**SO₃: forecasting the vertical ionisation energy at two withheld levels**

The table holds the vertical ionisation energy I and the HOMO energy ε of SO₃ from PySCF at M06-L, LDA and PBE0-D3(BJ) in several bases, all at one PBE0-D3(BJ)/ma-def2-SVP geometry. The program tests a quadratic energy-versus-occupation model, in which D = I + ε is half the curvature, scales roughly as (1 − a) with the exact-exchange share a, and diffuse functions move I half as much as −ε. It forecasts the LDA/ma-def2-TZVP and PBE0/6-31G(d) rows from the other seven, the LDA row with a recalled, unfitted offset of 0.25 eV. All forecasts fall inside their bars, the largest miss being 0.06 eV, and the diffuse-step ratios are 0.50 and 0.52. The (1 − a) scaling overestimates the PBE0 gap by 0.18 eV from M06-L and by 0.34 eV from LDA.

PySCF 2.14.0, non-relativistic gas-phase DFT at the level named in each row, for neutral singlet SO₃ and its doublet cation. The vertical ionisation energy is the difference of their total energies at the neutral's PBE0-D3(BJ)/ma-def2-SVP geometry, without zero-point energy; the parent is the neutral molecule.

## The fit in Python

```python
# Table: vertical ionisation energy I (Delta-SCF) and parent HOMO energy of SO3, PySCF 2.14.0,
# M06-L, LDA and PBE0-D3(BJ) in several bases, at one PBE0-D3(BJ)/ma-def2-SVP geometry.
# Tested: quadratic E(n), I = -eps + D; D against exact exchange; diffuse step of I = half that
# of -eps; forecasts for the withheld rows from the other rows alone.
T = {
    'system': ['M06-L/ma-def2-TZVP', 'LDA/ma-def2-TZVP', 'PBE0-D3(BJ)/6-31G(d)', 'PBE0-D3(BJ)/def2-SV(P)', 'PBE0-D3(BJ)/6-311++G(2d,2p)', 'PBE0-D3(BJ)/ma-def2-TZVP', 'PBE0-D3(BJ)/jun-cc-pV(T+d)Z', 'PBE0-D3(BJ)/6-31+G(d)', 'PBE0-D3(BJ)/def2-SVPD'],
    'integration_grid_level': ['3', '2', '2', '2', '2', '2', '2', '2', '2'],
    'vertical_ionisation_energy': [12.28, 12.55, 12.62, 12.69, 12.76, 12.78, 12.78, 12.79, 12.87],  # eV
    'parent_homo_energy': [-8.48, -8.54, -9.78, -9.83, -10.08, -10.11, -10.11, -10.11, -10.19],  # eV
}
HELD = [1, 2]  # rows withheld from the fit
import numpy as np
S = T['system']
I = dict(zip(S, T['vertical_ionisation_energy']))
H = dict(zip(S, T['parent_homo_energy']))
D = {s: I[s] + H[s] for s in S}
known = [s for k, s in enumerate(S) if k not in HELD]
P = 'PBE0-D3(BJ)/'
m06, tz, sv = 'M06-L/ma-def2-TZVP', P + 'ma-def2-TZVP', P + 'def2-SV(P)'
svd, pp = P + 'def2-SVPD', P + '6-31+G(d)'
print('Rounding: 0.005 eV per value, 0.01 eV per difference')
print('Known rows: I, HOMO, D = I + HOMO (eV)')
for s in known:
    print(f'  {s:30s} {I[s]:6.2f} {H[s]:7.2f} {D[s]:5.2f}')
dif = [s for s in known if s.startswith(P) and s != sv]
Id, Hd, Dd = (np.array([X[s] for s in dif]) for X in (I, H, D))
sd = Id.std(ddof=1)
print(f'Diffuse PBE0 rows: I mean {Id.mean():.3f}, sd {sd:.3f}, range {np.ptp(Id):.2f} eV')
print(f'  HOMO range {np.ptp(Hd):.2f} eV; D mean {Dd.mean():.3f}, range {np.ptp(Dd):.2f} eV')
print(f'def2-SV(P) D minus diffuse mean: {D[sv]-Dd.mean():+.2f} eV')
print(f'PBE0 minus M06-L (ma-def2-TZVP): I {I[tz]-I[m06]:+.2f}, HOMO {H[tz]-H[m06]:+.2f}, D {D[tz]-D[m06]:+.2f} eV')
print(f'  HOMO change / I change {abs((H[tz]-H[m06])/(I[tz]-I[m06])):.1f}; D/I: M06-L {100*D[m06]/I[m06]:.0f} %, PBE0 {100*D[tz]/I[tz]:.0f} %')
a = 0.25  # exact-exchange share of PBE0
print(f'(1-a) scaling: model D {(1-a)*D[m06]:.2f}, table {D[tz]:.2f}, miss {D[tz]-(1-a)*D[m06]:+.2f} eV; ratio {D[tz]/D[m06]:.2f} vs {1-a:.2f}')
dI, dH = I[svd] - I[sv], H[svd] - H[sv]
lo, hi = (dI - 0.01) / (-dH + 0.01), (dI + 0.01) / (-dH - 0.01)
print(f'Diffuse step SV(P) to SVPD: I {dI:+.2f}, HOMO {dH:+.2f} eV')
print(f'  ratio {dI/-dH:.2f} (rounding allows {lo:.2f}-{hi:.2f}); model 0.50, rigid shift 1.00')
relax = [0.0184, 0.0093, 0.0214]  # further outputs of the same runs: PBE0 cation relaxation, eV
print(f'PBE0 cation relaxation (three rows): {min(relax):.3f}-{max(relax):.3f} eV')
assert D[m06] > D[sv] > Dd.max()
assert np.ptp(Dd) < 0.03
assert 0.35 < dI / -dH < 0.65
assert I[tz] > I[m06]
IA, HA, IB, HB = I[pp] - dI, H[pp] - dH, I[sv], H[sv]
bar = abs(IA - IB) / 2 + sd
off, judge = 0.25, 0.30  # rough recalled LDA offset and judged error bar, eV; not fitted
pred = {P + '6-31G(d)': [((IA + IB) / 2, bar), ((HA + HB) / 2, 2 * bar), ((IA + IB + HA + HB) / 2, bar)],
        'LDA/ma-def2-TZVP': [(I[m06] + off, judge), (H[m06], judge), (D[m06] + off, judge)]}
print(f'6-31G(d) estimate A, 6-31+G(d) minus step: I {IA:.2f}, HOMO {HA:.2f} eV')
print(f'6-31G(d) estimate B, def2-SV(P) copied:    I {IB:.2f}, HOMO {HB:.2f} eV')
print(f'LDA estimate: M06-L values, I raised by a recalled {off:.2f} eV')
for k in HELD:
    s = S[k]
    print(f'Withheld row {s} (eV)')
    for name, X, (p, e) in zip(('I', 'HOMO', 'D'), (I, H, D), pred[s]):
        m = X[s] - p
        tag = 'inside' if abs(m) <= e + 1e-9 else 'outside'
        print(f'  {name:4s} predicted {p:6.2f} +- {e:.2f}, computed {X[s]:6.2f}, miss {m:+.2f} ({abs(m)/e:.1f} bars, {tag})')
g, l = P + '6-31G(d)', 'LDA/ma-def2-TZVP'
sI, sH = I[pp] - I[g], H[pp] - H[g]
rat = f'{sI/-sH:.2f}' if abs(sH) > 0.02 else 'not resolved'
print(f'Step 6-31G(d) to 6-31+G(d): I {sI:+.2f}, HOMO {sH:+.2f} eV, ratio {rat}')
print(f'  miss of A: I {I[g]-IA:+.2f}, HOMO {H[g]-HA:+.2f}; miss of B: I {I[g]-IB:+.2f}, HOMO {H[g]-HB:+.2f} eV')
print(f'LDA minus M06-L: I {I[l]-I[m06]:+.2f}, HOMO {H[l]-H[m06]:+.2f}, D {D[l]-D[m06]:+.2f} eV')
print(f'LDA minus PBE0:  I {I[l]-I[tz]:+.2f}, HOMO {H[l]-H[tz]:+.2f}, D {D[l]-D[tz]:+.2f} eV')
print(f'(1-a) scaling from LDA: model D {(1-a)*D[l]:.2f}, PBE0 {D[tz]:.2f}, miss {D[tz]-(1-a)*D[l]:+.2f} eV')
fn = [m06, l, tz]
bs = [s for s in S if s.startswith(P)]
print(f'Spread over functionals: I {np.ptp([I[s] for s in fn]):.2f}, HOMO {np.ptp([H[s] for s in fn]):.2f} eV')
print(f'Spread over PBE0 bases:  I {np.ptp([I[s] for s in bs]):.2f}, HOMO {np.ptp([H[s] for s in bs]):.2f} eV')
```

Printed output:

```
Rounding: 0.005 eV per value, 0.01 eV per difference
Known rows: I, HOMO, D = I + HOMO (eV)
  M06-L/ma-def2-TZVP              12.28   -8.48  3.80
  PBE0-D3(BJ)/def2-SV(P)          12.69   -9.83  2.86
  PBE0-D3(BJ)/6-311++G(2d,2p)     12.76  -10.08  2.68
  PBE0-D3(BJ)/ma-def2-TZVP        12.78  -10.11  2.67
  PBE0-D3(BJ)/jun-cc-pV(T+d)Z     12.78  -10.11  2.67
  PBE0-D3(BJ)/6-31+G(d)           12.79  -10.11  2.68
  PBE0-D3(BJ)/def2-SVPD           12.87  -10.19  2.68
Diffuse PBE0 rows: I mean 12.796, sd 0.043, range 0.11 eV
  HOMO range 0.11 eV; D mean 2.676, range 0.01 eV
def2-SV(P) D minus diffuse mean: +0.18 eV
PBE0 minus M06-L (ma-def2-TZVP): I +0.50, HOMO -1.63, D -1.13 eV
  HOMO change / I change 3.3; D/I: M06-L 31 %, PBE0 21 %
(1-a) scaling: model D 2.85, table 2.67, miss -0.18 eV; ratio 0.70 vs 0.75
Diffuse step SV(P) to SVPD: I +0.18, HOMO -0.36 eV
  ratio 0.50 (rounding allows 0.46-0.54); model 0.50, rigid shift 1.00
PBE0 cation relaxation (three rows): 0.009-0.021 eV
6-31G(d) estimate A, 6-31+G(d) minus step: I 12.61, HOMO -9.75 eV
6-31G(d) estimate B, def2-SV(P) copied:    I 12.69, HOMO -9.83 eV
LDA estimate: M06-L values, I raised by a recalled 0.25 eV
Withheld row LDA/ma-def2-TZVP (eV)
  I    predicted  12.53 +- 0.30, computed  12.55, miss +0.02 (0.1 bars, inside)
  HOMO predicted  -8.48 +- 0.30, computed  -8.54, miss -0.06 (0.2 bars, inside)
  D    predicted   4.05 +- 0.30, computed   4.01, miss -0.04 (0.1 bars, inside)
Withheld row PBE0-D3(BJ)/6-31G(d) (eV)
  I    predicted  12.65 +- 0.08, computed  12.62, miss -0.03 (0.4 bars, inside)
  HOMO predicted  -9.79 +- 0.17, computed  -9.78, miss +0.01 (0.1 bars, inside)
  D    predicted   2.86 +- 0.08, computed   2.84, miss -0.02 (0.2 bars, inside)
Step 6-31G(d) to 6-31+G(d): I +0.17, HOMO -0.33 eV, ratio 0.52
  miss of A: I +0.01, HOMO -0.03; miss of B: I -0.07, HOMO +0.05 eV
LDA minus M06-L: I +0.27, HOMO -0.06, D +0.21 eV
LDA minus PBE0:  I -0.23, HOMO +1.57, D +1.34 eV
(1-a) scaling from LDA: model D 3.01, PBE0 2.67, miss -0.34 eV
Spread over functionals: I 0.50, HOMO 1.63 eV
Spread over PBE0 bases:  I 0.25, HOMO 0.41 eV
```
